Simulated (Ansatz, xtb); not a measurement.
# BGeH6NO: which of two isomers lies lower

Structure I is `NB[O][GeH3]`, a singlet and structure II is `N[B](O)[GeH3]`, a singlet. Both are isolated molecules in the gas phase, relaxed with B3LYP-D3(BJ)/def2-SVP; the shapes shown needn't be the lowest conformers.

I (Å):

```xyz
10

B    -2.3499   -0.0624   -3.4531
Ge   -0.3754   -0.3867   -1.3899
N    -2.8421    1.1713   -2.9825
O    -1.3259   -0.7539   -2.8645
H    -2.4760    1.6790   -2.1852
H    -3.5969    1.6535   -3.4534
H    -2.8615   -0.5470   -4.4386
H     0.0916    1.0861   -1.4370
H     0.8176   -1.3522   -1.4231
H    -1.2653   -0.6243   -0.1523
```

II (Å):

```xyz
10

B    -1.9879   -0.6238   -1.5425
Ge   -1.2528   -1.1165    0.3518
N    -3.1437   -1.2634   -2.0116
O    -1.3872    0.3043   -2.3555
H    -3.6532   -1.9591   -1.4849
H    -3.5371   -1.0566   -2.9247
H    -0.5998    0.7071   -1.9766
H     0.1931   -1.6711    0.2963
H    -2.1192   -2.1891    1.0563
H    -1.1958    0.1091    1.2982
```

**Question.** Which of the two would you expect CCSD(T)/def2-SVP + ΔMP2/def2-TZVPP electronic energies to favour?

**Answer.** Structure I; the calculation gives E(II) − E(I) = +6.8 kcal/mol.

How the difference moves with the method:

```
                             level               geometry  E(II) − E(I) (kcal/mol)  departure from the last row (kcal/mol)  job, with rough time for the two
                          GFN2-xTB               GFN2-xTB                     +23.9                                   +17.2              optimisation, 0.83 s
                         HF/STO-3G               GFN2-xTB                     +15.1                                    +8.3               single point, 1.7 s
                r2SCAN-D4/def2-SVP               GFN2-xTB                      +3.8                                    −2.9               single point, 8.1 s
             B3LYP-D3(BJ)/def2-SVP  B3LYP-D3(BJ)/def2-SVP                      +6.3                                    −0.4             optimisation, 4.2 min
                       HF/def2-SVP  B3LYP-D3(BJ)/def2-SVP                     +10.9                                    +4.1           part of the CCSD(T) run
                      MP2/def2-SVP  B3LYP-D3(BJ)/def2-SVP                      +8.2                                    +1.4           part of the CCSD(T) run
                  CCSD(T)/def2-SVP  B3LYP-D3(BJ)/def2-SVP                      +7.5                                    +0.7                      single point
CCSD(T)/def2-SVP + ΔMP2/def2-TZVPP  B3LYP-D3(BJ)/def2-SVP                      +6.8                                                        single point, 83 s
```

As drawn, II has 1 B–Ge, 1 O–H in place of 1 Ge–O, 1 B–H.

The levels shown agree on the order. The largest departure from CCSD(T)/def2-SVP + ΔMP2/def2-TZVPP is that of GFN2-xTB, 17.2 kcal/mol. The last row adds to CCSD(T) the change of the MP2 difference between the two basis sets, here −0.7 kcal/mol.

With harmonic frequencies from B3LYP-D3(BJ)/def2-SVP (ideal gas, rigid rotor, one conformer each, 298.15 K, 1 atm): on the last row, ΔE + ΔZPE = +7.5 kcal/mol. A mode under 50 cm⁻¹ makes harmonic enthalpies and free energies unreliable, so none is given.

The correlated steps freeze 12 core orbitals; the filled d shell of Ge is correlated, in a basis made for valence electrons. Mirror images aren't counted in ΔG. Codes used: Ansatz 0.2.0, xtb 6.7.1; the last row on 2 threads of Intel(R) Xeon(R) Processor @ 2.50GHz (Skylake/Cascade Lake) on a shared host.

Structure I, the germyl ether of an aminoborane, lies below the hydroxy(germyl)borane II by +6.8 kcal/mol, and every level tested gives the same order. Both isomers keep the B–N and B–O links, so nitrogen and oxygen can donate π density into the empty boron p orbital in each. The preference therefore probably comes mainly from the σ bonds exchanged. I pairs germanium with electronegative oxygen in a strong, polar Ge–O bond and retains a strong B–H bond, whereas II has to accept a weaker, nearly nonpolar B–Ge bond. Its strong O–H bond recovers much of that cost, which explains why the gap is modest.

Correlation favours II: in the same basis the gap falls from +10.9 at Hartree–Fock to +7.5 kcal/mol with CCSD(T). Zero-point energy acts the other way, as expected when a stiff O–H oscillator replaces a softer B–H one. The ordering is thermodynamic and says nothing about the barrier to moving germyl and hydrogen between boron and oxygen.
